The phosphorus 2p binding energy in H₂B–PH–R changes by 1.0 eV along this series, and neither the charge on phosphorus nor the electronegativity of its neighbour sets the order. Two effects of a few tenths of an eV each add up. One is the potential at the phosphorus core before ionisation. The other is relaxation: the remaining electrons move towards the new hole and lower the energy of the ion. Hydrogen, the smallest group, helps least with this second step, and so *H has the highest binding energy.

PySCF 2.14.0 with density fitting, gas-phase molecules H₂B–PH–R, where R is the group * and the marked atom is the P that carries it. P 2p3/2 binding energies, against the vacuum level, are from delta-SCF with unrestricted SCAN and spin-free X2C (pcX-2 on the ionised P, pcseg-1 elsewhere). Charges are at PBE0/pcSseg-1, geometries at PBE0-D3(BJ)/def2-SVP.

```
     group *     formula  binding atom  its electronegativity  point group  bond from the marked atom to the group (Å)  sum of bond angles at the marked atom (°)  torsion about that bond, heaviest neighbours (°)  binding energy, marked atom (eV)  IAO charge, marked atom (e)  Hirshfeld charge, marked atom (e)
    *[SiH2]O     BH6OPSi            Si                  1.900           C1                                       2.243                                        322                                               166                            136.10                        -0.01                              -0.03
    *[SiH2]P     BH7P2Si            Si                  1.900           C1                                       2.245                                        322                                                50                            136.04                         0.03                              -0.02
    *[SiH2]C     CH8BPSi            Si                  1.900           C1                                       2.246                                        322                                               173                            135.87                         0.02                              -0.02
*[SiH2]N(C)C  C2H11BNPSi            Si                  1.900           C1                                       2.245                                        322                                               174                            135.70                         0.01                              -0.02
          *B       B2H5P             B                  2.040          C2v                                       1.829                                        360                                                 1                            136.50                         0.34                               0.07
        *BOC     CH7B2OP             B                  2.040           C1                                       1.884                                        347                                               152                            135.92                         0.26                               0.03
          *H        BH4P             H                  2.200           Cs                                       1.416                                        313                                               n/a                            136.70                         0.14                               0.03
```

The star marks the phosphorus end of the group, so *B is a BH₂ group, *BOC is BH(OCH₃), and *[SiH2]O is SiH₂OH. Electronegativity, on Pauling's scale, seems at first to work, since hydrogen stands at the top and silicon mostly at the bottom. But *B and *BOC both bind through boron and differ by 0.58 eV, and *BOC lies below two of the silyl rows. Charge does no better: by both kinds of charge in the table, phosphorus is more positive in *B than in *H, yet its core electrons are bound less strongly.

**Two steps in one number**

A core binding energy is the energy of the ion less that of the neutral molecule. The orbital energy of the neutral molecule tells how deep the core level lies before anything has moved. The full calculation removes the electron and lets the others respond. The difference between the two contains the relaxation, along with a self-interaction error of the orbital energy and a spin-orbit shift, because the orbital energy is that of the unsplit 2p level. For the same level of the same element these two extra terms should nearly cancel between molecules, so only differences from *H are used here.

On this scale the four silyl groups lower the binding energy by 0.77 eV on average. The orbital energies account for 0.23 eV of this and relaxation for 0.54 eV. More than two thirds of what looks like electron release by silicon is therefore a response to the hole, which says nothing about the charge in the neutral molecule. The phosphorus 1s level, treated in the same way, puts the relaxation parts in the same order, with values about a tenth larger.

**Why a larger group relaxes more**

The hole acts on its surroundings as a positive point charge. Its field falls as 1/r², and the energy gained by polarising a small volume of matter goes with the square of the field, hence as 1/r⁴. Summing over shells, whose volume grows as r², leaves a gain that rises with the outer radius R of the polarisable matter and then levels off:

gain = constant − b/R

The first atoms of a group thus bring most of the benefit, and a longer tail adds less and less. The radius can be taken as R = p^(1/3), where p is the polarisability of the group in Å³, summed from rough recalled atomic values. This gives the model

binding energy = orbital estimate + a + b/R

The constants a and b were fitted to all seven rows. They have no separate physical meaning, because a real group is not a sphere around phosphorus.

The aminosilyl group *[SiH2]N(C)C, which was part of the fit, shows the size of the effect. Its polarisability of about 9.4 Å³ gives 1/R = 0.474 Å⁻¹, and the 0.4 Å³ of hydrogen gives 1.357 Å⁻¹. With b = 0.646 eV Å, the change of relaxation from *H is

0.646 × (0.474 − 1.357) = −0.57 eV

The orbital energies contribute another −0.40 eV. The sum is −0.97 eV, against −1.00 eV in the full calculation.

Over all rows the model has a root-mean-square error of 0.05 eV relative to the computed binding energies. Orbital energies shifted by one common constant give 0.19 eV, and a straight line in the IAO charge gives 0.29 eV. The model does worst for *BOC, where it predicts a binding energy 0.09 eV too low. The output of the analysis follows this text.

The fit supports polarisation as the cause but does not prove it. *H lies far from the other groups in size and largely fixes the slope. Among the other six groups the relaxation still grows in the order of polarisability, although one pair changes places if boron is given a somewhat larger value. Basis functions on the neighbouring atoms might also help to describe the ion in the larger molecules; this was not tested.

**Why *B lies below *H**

In *B the phosphorus lone pair spreads into the empty p orbitals of two boron atoms. Phosphorus becomes planar, and its IAO charge rises from +0.14 to +0.34. This loss of electrons should bind the core more strongly, and the orbital energy does move in that direction, but only by 0.12 eV.

The effect is probably small because the electrons have not gone far. They now sit on boron, one bond away, and still repel the phosphorus core electrons. Treating the transferred charge as a point at that distance gives an opposing shift of the order of 1 eV. On this rough estimate two large terms nearly cancel, which would explain why the charge on one atom is such a poor guide to its core level. The Hirshfeld charges show a much smaller transfer, so the size of both terms depends on how the electrons are assigned to atoms.

Relaxation then decides the order. The BH₂ group responds to the hole better than hydrogen does and lowers the binding energy by 0.32 eV, which outweighs the small rise in the orbital part. The planar shape of phosphorus may contribute, but strong relaxation doesn't depend on it: the silyl compounds are nearly as pyramidal as *H and relax more than *B.

**Why *BOC lies so far below *B**

Here relaxation plays a minor part. Of the 0.58 eV between the two boron groups, 0.53 eV is already present in the orbital energies. The cause must therefore be sought in the neutral molecule.

Two donors compete for one empty orbital. The methoxy oxygen donates its own lone pair into the boron to which it is bound, and that boron then accepts less from phosphorus. The structures agree: the bond from phosphorus to this boron is 1.829 Å long in *B and 1.884 Å in *BOC. The Mayer bond orders of the same calculations also show a weaker phosphorus–boron bond, and a boron–oxygen bond with some double-bond character. Phosphorus keeps more of its electrons, which favours a less strongly bound core level. The charges on boron and the methoxy group also change the potential at the phosphorus core, and the two contributions were not separated here. The competition is therefore a likely cause of the shift, not a proven one. In any case, the group with an electronegative oxygen two bonds from phosphorus has the lower binding energy, the opposite of what the electronegativity of oxygen alone suggests.

**Why the silyl groups differ among themselves**

All four bind through silicon, and the IAO charges on phosphorus lie within 0.04 e of one another. Their binding energies nevertheless span 0.40 eV, from the hydroxysilyl group at the top to the aminosilyl group at the bottom. About 0.26 eV of this lies in the orbital energies, and the rest comes from the stronger relaxation of the larger amino group.

The charge on phosphorus does not explain the orbital part, since phosphorus is, if anything, slightly more positive in the aminosilyl compound. The likely source is the potential of the other atoms, which the core feels as well. That potential depends on how a polar group is turned, and each molecule was computed in one conformer only. The gap of 0.06 eV between *[SiH2]O and *[SiH2]P, which have different torsions, should therefore not be given a chemical cause.

**What to do about it**

Before reading a core-level shift as a charge, ask two questions. Does the group change the potential at the core in the neutral molecule, through donation, withdrawal or nearby charges? And how much polarisable matter does it place close to the hole? A compact group leaves the binding energy high; a bulky, soft one lowers it even if no charge moves.

The choice of method follows from this. Between groups that bind through the same element, orbital energies reproduce the shifts here to within about 0.15 eV, which is enough for *B against *BOC but not for ordering close neighbours. Between hydrogen and any of the larger groups they miss 0.3 to 0.6 eV, and in the case of *B they even give the wrong sign. Such comparisons need the energy of the relaxed ion.

The same care is due when P 2p photoemission is used to identify the chemical state of phosphorus dopants in silicon devices. A lower binding energy next to silicon than next to hydrogen does not measure how many electrons phosphorus has gained. In the silyl compounds here both kinds of charge do show a gain, but most of the shift comes from relaxation. The values here are for free molecules and refer to the vacuum level, so they should not be used as a calibration for a solid, where the whole crystal screens the hole and energies are usually referred to the Fermi level.

Numerical output:

```
fit of gap on 7 rows: constant 10.01 +/- 0.054, coefficient of invR 0.6461 +/- 0.071; rms 0.0461, worst *BOC -0.0919, leave-one-out rms 0.104
fit of gap on 7 rows: constant 10.45 +/- 0.078; rms 0.192, worst *H -0.407, leave-one-out rms 0.224
fit of be on 7 rows: constant 136 +/- 0.17, coefficient of iao 1.286 +/- 1; rms 0.287, worst *H -0.547, leave-one-out rms 0.378
Shifts against *H in eV:
           row  total  orbital part  relaxation part  relaxation part of 1s  rough group polarisability in A3  model less computed
      *[SiH2]O   -0.6       -0.1404          -0.4596                -0.5237                               5.1             -0.01907
      *[SiH2]P  -0.66      -0.07899           -0.581                -0.6234                               8.4              0.04479
      *[SiH2]C  -0.83         -0.31            -0.52                -0.5612                               6.2              0.01765
  *[SiH2]N(C)C     -1       -0.4012          -0.5988                -0.6438                               9.4              0.05083
            *B   -0.2        0.1162          -0.3162                 -0.344                                 2             -0.02508
          *BOC  -0.78       -0.4092          -0.3708                -0.4076                               4.5             -0.09192
            *H      0             0                0                      0                               0.4              0.02279
Mean orbital part of the four silyl rows against *H (eV): -0.2326
Mean relaxation part of the four silyl rows against *H (eV): -0.5399
*B above *BOC, total (eV): 0.58
*B above *BOC, orbital part (eV): 0.5254
*[SiH2]O above *[SiH2]N(C)C, total (eV): 0.4
*[SiH2]O above *[SiH2]N(C)C, orbital part (eV): 0.2609
Spread of the IAO charge in the silyl rows (e): 0.04
Rank correlation of polarisability and relaxation part without *H: -1
The same with boron taken as 2.0 A3: -0.9429
Order of the opposing potential when the extra charge of *B sits one bond away (eV): 1.575
```
